Question: Why does the band gap of ZnS stumble near 20 Å³ per atom?

I am looking at hybrid-functional results for wurtzite ZnS at twelve volumes. The gap shrinks as the crystal expands, which I can accept, but the steps near the middle look odd. From 19.577 to 19.935 Å³ per atom the gap falls by 0.064 eV. The next volume step is shorter, yet the gap falls by 0.082 eV. Is this numerical noise, a change in the kind of gap, or something real? I would like to use the gap as a gauge of how far the lattice has expanded, so I need to know whether I can trust the curve.

Wurtzite ZnS at twelve volumes, computed with Ansatz 0.2.0 using HSE06, plane waves and PAW (cutoff 420 eV, 6×6×4 k mesh, fixed occupations), without spin polarisation or spin–orbit coupling. The atomic positions were relaxed with r2SCAN in each cell and held fixed in the HSE06 runs.

```
volume (Å³/atom)     c/a  shortest distance (Å)  band gap (eV)  least direct gap (eV)
          17.320  1.6408                  2.239          4.048                  4.048
          17.867  1.6408                  2.264          3.893                  3.893
          17.906  1.6408                  2.265          3.883                  3.883
          18.426  1.6408                  2.287          3.741                  3.741
          18.995  1.6408                  2.310          3.591                  3.591
          19.577  1.6408                  2.333          3.444                  3.444
          19.935  1.6260                  2.347          3.380                  3.380
          20.170  1.6408                  2.356          3.298                  3.298
          20.775  1.6408                  2.379          3.157                  3.157
          21.082  1.6408                  2.390          3.086                  3.086
          21.392  1.6408                  2.402          3.017                  3.017
          22.021  1.6408                  2.425          2.880                  2.880
```

Answer:

Two sizes are worth remembering for this material: one percent more volume lowers the gap by about 0.05 eV, and a 0.9 % smaller ratio of height to width at fixed volume raises it by about 0.02 eV. Your stumble is the second effect. The row at 19.935 Å³ per atom is the only one with a different c/a, the ratio of the cell's height to its in-plane edge. The other eleven cells are scaled copies of one shape, whereas this one was stretched by about 0.9 % in the plane with its height held.

Start with the smooth part of the curve. The lowest empty state in ZnS is built largely from s orbitals and is antibonding between zinc and sulfur. Longer bonds weaken that antibonding push, so the state comes down relative to the highest filled states, which are mainly sulfur p orbitals. The gap therefore closes on expansion, by 1.17 eV over the whole table. It is direct in every row, with both edges at the centre of the Brillouin zone, so no change in the kind of gap disturbs the curve.

This picture leads to a simple model. A small fractional change of volume changes the gap by a nearly constant amount, called the volume deformation potential. Adding up many small fractional changes gives a logarithm, and a squared term lets the response drift slowly along the series:

Eg = E₀ + A ln(V/V₀) + B [ln(V/V₀)]²

Here Eg is the band gap, V the volume per atom and V₀ the volume of the unstrained cell, 19.577 Å³ per atom. That cell was relaxed with another functional, r2SCAN, so it is not exactly the HSE06 minimum. The constants were fitted to the eleven cells of equal shape, which gave E₀ = 3.444 eV, A = −4.87 eV and B = 0.60 eV. The stretched cell was left out because the model knows only volume, and this cell differs in shape as well. Its distance from the curve then measures what shape does.

For the stretched cell the estimate runs as follows:

ln(19.935/19.577) = 0.0181
change of gap from volume = −4.87 eV × 0.0181 = −0.088 eV
expected gap = 3.444 eV − 0.088 eV = 3.356 eV

The squared term is negligible over so short a distance. The calculation gives 3.380 eV, which is 0.024 eV above the estimate. None of the eleven fitted cells misses the curve by more than about 0.001 eV, so the break is real within this set of calculations. The output printed below gives the fits in full.

The break also explains why you saw two odd steps. The gap of the stretched cell lies too high, so the step into it looks too shallow and the step out of it too steep. Shape has cancelled more than a quarter of the drop that the added volume alone would have caused. On either side of this cell the gap lies on the same smooth curve.

To see what shape does, compare the stretched cell with a cell of equal volume and the usual shape. The stretched one is 0.3 % wider in the plane and 0.6 % shorter along c. Its shortest Zn–S distance is nevertheless what its volume alone would give, to within the last printed digit. A shorter contact would have had to shrink by about 0.004 Å to open the gap this much, and that would be visible in the table. The longer contacts are not listed, but the four bonds around each atom form a nearly regular tetrahedron. A small change of its shape at fixed volume should lengthen some bonds and shorten others, and leave their average almost unchanged. The cause should therefore lie in the directions of the bonds and in small differences between them, not in their average length.

Direction matters because p orbitals point somewhere. Each sulfur atom has one zinc neighbour along c and three on slanting bonds. When the cell is flattened, the slanting bonds lean towards the plane. The two p orbitals lying in the plane then bond better with zinc, and their levels go down. The p orbital along c bonds less well, and its level goes up. In wurtzite ZnS the in-plane pair normally forms the top of the filled bands, so flattening lowers that top and widens the gap.

This last step is theory and not a reading of the table, because the orbital character of the band edges was not printed. The computed edge energies agree with it but cannot confirm it. Against smooth curves through the other cells, the valence top of the stretched cell lies about 0.015 eV too low and the conduction edge about 0.01 eV too high. Edge energies in a periodic crystal have no common outside zero, so only the sum of the two shifts is firm, and that sum is the break itself. The lowering of the in-plane pair is the expected main cause, but its share is open.

The same reasoning lets you guess a neighbouring case. If ZnS is squeezed in the plane while its height is held, the in-plane pair should rise, and the gap should lie below the volume curve. The table has no such cell to test this. It also has only one stretched cell, so it cannot show how far the shift stays proportional to the strain.

For your gauge, this means that the gap measures volume well only while the shape of the cell stays fixed. If you read the stretched cell off the smooth curve, you would underestimate its volume by about half a percent (0.024 eV divided by 4.87 eV). A film with c along its normal, stretched by its substrate, may change shape more, because it is free to shrink along that normal, while here the height was held. The effect on the gap need not keep growing, though: once the rising p level along c passes the in-plane pair, it forms the valence top instead, and further flattening should narrow the gap. The table does not show how close the stretched cell is to that point.

Three limits of the calculation matter for such use. Hybrid functionals of this kind tend to give too small a gap for ZnS, so a measured gap should not be placed directly on this curve. Spin–orbit coupling was also left out. It is expected to split the same p states by several hundredths of an eV and to narrow the gap slightly. As long as the in-plane pair stays on top, this shift should be nearly the same for both cell shapes, so the break should keep about its size. Finally, the atoms were held still. If your crystal expands because it is heated, its vibrations are expected to lower the gap further, and the curve would then overstate the expansion.

The analysis program printed:

```
fit of band_gap on 11 rows (iso): constant 3.447 +/- 0.00097, coefficient of x -4.869 +/- 0.012; rms 0.00291, worst 22.021 -0.00552, leave-one-out rms 0.0038
  rows outside the fit (model, value, miss): 19.935 3.359, 3.38, -0.021
fit of band_gap on 11 rows (iso): constant 3.444 +/- 0.00027, coefficient of x -4.865 +/- 0.0022, coefficient of x2 0.6007 +/- 0.035; rms 0.000476, worst 20.17 0.000937, leave-one-out rms 0.000715
  rows outside the fit (model, value, miss): 19.935 3.356, 3.38, -0.0244
fit of vtop on 11 rows (iso): constant 5.174 +/- 0.00049, coefficient of x -12.95 +/- 0.0039, coefficient of x2 7.875 +/- 0.063; rms 0.00085, worst 17.32 -0.00135, leave-one-out rms 0.00156
  rows outside the fit (model, value, miss): 19.935 4.942, 4.928, 0.0146
fall of the gap from smallest to largest volume, eV: 1.168
slope dEg/dlnV of the step into the odd row, eV: -3.532
slope dEg/dlnV of the step out of the odd row, eV: -6.997
smooth slope dEg/dlnV at the smallest volume, eV: -5.012
smooth slope dEg/dlnV at the largest volume, eV: -4.724
gap of the odd row above the straight line in ln V, eV: 0.02098
gap of the odd row above the curved fit, eV: 0.02439
largest miss of a hydrostatic row from the curved fit, eV: 0.0009368
computed gap drop from the unstrained cell to the odd row, eV: 0.064
drop expected from volume alone, eV: 0.08839
share of the expected drop cancelled by shape, percent: 27.59
in-plane edge against hydrostatic cell of equal volume, percent: 0.3025
c edge against hydrostatic cell of equal volume, percent: -0.6022
shortest contact of the odd row less that expected from volume, Å: 2.523e-05
contact change that would be needed to explain the break, Å: -0.003922
valence top of the odd row against its smooth curve, eV: -0.01464
conduction edge of the odd row against its smooth curve, eV: 0.009746
```
